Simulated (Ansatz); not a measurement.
## Swapping OH for Cl on Sn: the HOMO–LUMO gap

On one Sn centre, n of the OH ligands are replaced by Cl. The HOMO–LUMO gap y in eV at wB97X-V/def2-TZVPP. Shapes: PBE0-D4/def2-TZVP. Flexible molecules stand in one conformer, not always the lowest. Programs: Ansatz 0.2.0.

| molecule | n | y (eV) |
| --- | --- | --- |
| Sn(OH)4 | 0 | 12.13 |
| Sn(OH)3Cl | 1 | ? |
| Sn(OH)2Cl2 | 2 | 11.70 |
| SnCl4 | 4 | 11.18 |

Q: Fit y = c + s·n to the known rows and predict Sn(OH)3Cl.

A: 
1. Means of the 3 rows: n = 2.00000, y = 11.670.
2. Σ(Δn)² = 8, Σ(Δn·Δy) = -1.9, so the slope is -1.9/8 = -0.2375.
3. Intercept: 11.670 − (-0.2375) × 2.00000 = 12.145. The largest residual of the fit is 0.030.
4. Sn(OH)3Cl: 12.145 + (-0.2375) × 1 = 11.91 eV.

The run gave 11.98 eV, so the prediction is off by -0.07 eV, more than the largest residual. The steps per swap are -0.15, -0.28, -0.26 eV. Other levels give for Sn(OH)3Cl: PBE0-D4/def2-TZVPP 7.29; r2SCAN0-D4/def2-TZVPP 7.74; wB97M-V/def2-TZVPP 11.71 eV. Orbital gaps aren't excitation energies, and the LUMO depends on the basis. For atoms past krypton def2 sets carry core potentials with scalar relativity.

Replacing OH by Cl narrows the gap at every computed step, from 12.13 eV in Sn(OH)4 to 11.18 eV in SnCl4. The likely main cause is a falling LUMO. In tetravalent tin compounds this orbital is largely Sn 5s–ligand σ* in character, and the longer, less strongly overlapping Sn–Cl bonds push it up less than Sn–O bonds do. The HOMO, made mostly of ligand lone pairs, changes from O 2p towards Cl 3p, but without the separate orbital energies its share of the trend can't be fixed.

The first swap lowers the gap least, so the substituent effect isn't strictly additive; a change in the orientation of the remaining OH groups could contribute as much as electronic coupling between the ligands. The much smaller gaps from the two global hybrids probably reflect their weaker long-range exact exchange, and that spread far exceeds the whole substitution effect. With SnCl3(OH) absent, the last step is an average over two swaps and can't show whether the decrease levels off near full chlorination.
